## Results and discussion

The trichlorosilyl radical was computed at one PBE0 geometry with seven density functionals, Hartree-Fock (HF) and MP2. Ionisation energy $I$ and attachment energy $A$ are differences of total energies between the radical and its ions at that geometry. The frontier levels $\varepsilon_H$ (HOMO) and $\varepsilon_L$ (LUMO) come from the radical alone.

SiCl3 radical (doublet) at its PBE0 geometry (Si-Cl 2.04 Å, Cl-Si-Cl 109°), computed with PySCF 2.14.0: unrestricted Kohn-Sham, HF and frozen-core MP2, def2-TZVP, density fitting, non-relativistic, gas phase. Atomisation is to high-spin ground-configuration atoms without zero-point energy; ionisation and attachment are vertical energy differences.

```csv
method,"exact exchange, long range (%)",atomisation (kJ/mol),ionisation (eV),attachment (eV),HOMO (eV),LUMO (eV),dipole (D)
PBE,0,1177,8.88,1.55,-5.84,-4.27,0.43
PBEsol,0,1254,8.84,1.55,-5.79,-4.28,0.42
r2SCAN,0,1186,9.16,1.45,-6.25,-3.79,0.52
TPSSh,10,1145,9.10,1.54,-6.51,-3.87,0.51
B3LYP,20,1100,9.09,1.67,-6.77,-3.79,0.57
PBE0,25,1157,9.17,1.58,-7.06,-3.40,0.54
LC-wPBE,100,1136,9.47,1.61,-9.71,-1.10,0.63
HF,100,843,9.12,0.57,-10.16,0.49,0.82
MP2,n/a,1165,9.01,1.49,n/a,n/a,n/a
```

### 1. Which orbital is emptied and which is filled?

At the pyramidal PBE0 geometry, the runs for PBE, r2SCAN, B3LYP, PBE0 and HF give a doublet with $\langle S^2\rangle$ between 0.752 and 0.755, so spin contamination is negligible. About three quarters of the spin sits on silicon, in an orbital of mixed s and p character. Both ions come out as closed-shell singlets in PBE0 and HF. The natural reading is that ionisation empties the half-filled silicon orbital and attachment fills its opposite-spin partner, which would be the LUMO. The structure came from a start with all chlorines on silicon, so everything below concerns this isomer.

### 2. Which depends more on the method, the HOMO or the ionisation energy?

The HOMO spreads over 4.37 eV and the ionisation energy over only 0.63 eV, although both describe the loss of the same electron. With HF set aside, the LUMO spreads over 3.18 eV and the attachment energy over 0.22 eV. A level is therefore a far more method-dependent thing than the energy difference it is often taken for.

Janak's theorem explains how the two can part. The level is the slope of the total energy with the occupation $n$ of the orbital, $\varepsilon = \partial E/\partial n$, taken at the neutral end, whereas $I$ is the whole rise over one electron. If $E$ is quadratic in $n$ with curvature $k$, the level falls linearly as the orbital empties, $\varepsilon(n) = \varepsilon_H - k(1-n)$, and

$$I = -\int_0^1 \varepsilon\,dn = -\varepsilon_H + \frac{k}{2}.$$

Filling the LUMO with curvature $k'$ gives $A = -\varepsilon_L - k'/2$ in the same way. The table thus yields two mismatches, $d_I = I + \varepsilon_H = k/2$ and $d_A = -\varepsilon_L - A = k'/2$.

Theory fixes the signs. The exact energy is straight between whole electron numbers, so both mismatches would vanish if each level were the exact slope on its own side of the neutral radical. In a semilocal functional the orbital's Coulomb repulsion with itself grows as $n^2$ and is not fully cancelled by the exchange term, so the curve sags and $k$ is positive: PBE has $d_I = 8.88 - 5.84 = 3.04$ eV. In HF that self-repulsion cancels exactly, and what remains is the relaxation of the orbitals, which lowers either ion and makes $k$ negative. The methods thus differ mostly in how the curve bends between its ends, and much less in where the ends lie.

If one spatial orbital serves both processes and the other electrons respond alike, a quadratic curve makes $d_I$ and $d_A$ equal. HF comes within 0.02 eV of this, at $-1.04$ and $-1.06$ eV. In every functional $d_I$ is the larger, by 0.20 eV (B3LYP) to 0.57 eV (r2SCAN), which a single curvature does not cover. A possible reason is that semilocal exchange bends the curve most where the orbital is nearly empty, and that is the end at which the LUMO is read. Exact exchange is quadratic in $n$ at fixed orbitals and lacks this asymmetry. LC-wPBE fits this poorly: its exchange is exact at long range, yet its difference of 0.27 eV is close to the 0.32 eV of PBE.

### 3. Does the share of exact exchange set the mismatch?

A global hybrid replaces a share $a$ of semilocal exchange by exact exchange, so at fixed orbitals its energy and curvature are linear in $a$. Relaxation of the orbitals can bend the line. The shares in the table are the definitions of the functionals, rounded to whole per cent. PBE and PBE0 differ in this share alone, and the straight line through these two rows has slopes of $-0.0372$ eV per per cent for $d_I$ and $-0.0360$ for $d_A$. The near equality of the slopes again fits one orbital at work in both processes.

B3LYP played no part in fixing the line and serves as a test. At 20 %,

$$d_I = 3.04 - 0.0372 \times 20 = 2.30\ \text{eV},\qquad I = 6.77 + 2.30 = 9.07\ \text{eV},$$

against 9.09 eV in the table, a miss of about 0.02 eV. The attachment side does less well for this row, where the table lies 0.12 eV above the line. TPSSh falls within 0.08 eV of the line on both sides.

The line fails in three rows. r2SCAN has no exact exchange, yet its $d_A$ lies 0.38 eV below that of PBE, so the semilocal form adds its own effect. Dependence on the kinetic-energy density does not explain this by itself, since TPSSh has it too and stays near the line. HF lies 0.36 eV below the line in $d_I$. Unlike the line's end point it has no correlation, and the line may also bend over so long an extrapolation. LC-wPBE lies 0.44 eV above it, which fits a share of exact exchange that reaches 100 % at long range only.

The share moves the level far more than the energy difference. From PBE to PBE0 the HOMO drops by 1.22 eV while $I$ rises by 0.29 eV. r2SCAN raises $I$ by 0.28 eV with no exact exchange at all, and HF lies below PBE0, so $I$ does not follow $a$ down the table. A hybrid with a larger share should therefore have a deeper HOMO and a mismatch that falls and in the end turns negative, while its ionisation energy cannot be read from the share.

### 4. Why is HF close to the other rows for ionisation but not for attachment?

MP2 adds correlation to the same HF determinants, so the step between the two rows isolates it. It raises $A$ by 0.92 eV, from 0.57 to 1.49 eV, and lowers $I$ by only 0.11 eV. The standard reason for the first is that the added electron correlates with all valence electrons and shares an orbital with an electron of opposite spin, and HF omits this gain. The spin parts of the MP2 energy support the single new pair only weakly: the opposite-spin part makes up most of the gain, but nearly as large a share of the radical's own correlation energy.

The cation is the surprise, since it has one electron fewer and yet 0.115 eV more correlation energy than the radical. The numbers show two opposed parts: the same-spin part weakens by 0.043 eV and the opposite-spin part grows by 0.157 eV. A guess at the cause is that the emptied silicon orbital lies low at the pyramidal geometry and can take up a whole excited pair. Whatever the cause, the HF ionisation energy looks reasonable here because correlation in cation and radical nearly balances.

### 5. Why does the atomisation energy scatter so much more?

Atomisation compares a molecule with four open-shell atoms, so errors cancel less than between a radical and its ion. Five unpaired electrons in the atoms become one in the molecule, and the correlation gained on pairing and on sharing space is absent from HF. MP2 adds 322 kJ/mol, which is 28 % of its total. The PBE to PBE0 slope carried to full exact exchange accounts for 80 of the 334 kJ/mol between PBE and HF, which leaves the larger part to correlation, though the extrapolation is long.

Among the functionals the semilocal form counts for more than the share. PBEsol binds 77 kJ/mol more than PBE, while PBE0 binds only 20 kJ/mol less. This is the known behaviour of PBEsol: its weaker gradient correction stabilises the free atoms less, so bonds come out stronger. B3LYP lies below PBE0 despite its smaller share, which again points to the form.

MP2 sits in the middle of the range but is no reference, since it stops at second order and its correlation energy converges slowly with the basis. Atomic spin-orbit coupling, left out here, would lower every row by the same amount. Zero-point motion lowers the values further. These shifts are nearly common to all rows and leave the scatter as it is.

### 6. Do atomic charges account for the dipole?

The dipole vector has silicon as its positive end, and HF gives the largest value. Mulliken point charges have the right sign and the wrong size: for PBE0 a silicon charge of 0.523 e, at 3.27 D per e for the height of silicon over the chlorine triangle, gives 1.71 D against 0.54 D. The unpaired electron, pointing away from the chlorines, must oppose the bond dipoles, an argument from the orbital's shape.

A fixed counter-dipole is not enough. The mean offset over PBE, r2SCAN, B3LYP, PBE0 and HF leaves HF off by 0.40 D. A single scale factor of 0.31, from least squares through the origin on the same rows, holds to 0.06 D, with r2SCAN worst. Mulliken charges depend on the basis, so that factor carries no physical meaning.

### 7. Which digits can be trusted, and what would relaxation change?

The vertical ionisation energy lies between 8.84 and 9.47 eV across the methods, so even its first decimal is uncertain. SiCl$_3$ is among the fragments met in chlorine etching of silicon and in chlorosilane deposition, and a plasma model should take its ionisation threshold from an energy difference and not from a level, since the PBE HOMO falls about 3 eV short of $I$. The cation has 24 valence electrons like BCl$_3$ and should flatten, so the adiabatic threshold lies below the vertical one.

The attachment energy is positive in every row, so the radical can bind an electron even at its own geometry. Without diffuse functions the values are too low, and relaxation of the anion raises them further. Differences of a few hundredths of an eV between functionals should not be ranked.

In absolute terms the atomisation energy is the least settled energy difference. Its spread without HF is 154 kJ/mol, or 13 % of the mean, against $RT = 10.8$ kJ/mol at 1300 K. An equilibrium amount of SiCl$_3$ in a hot reactor built on any one of these values would be uncertain by orders of magnitude. Reactions that keep the number of Si-Cl bonds cancel part of this error and are the safer route.
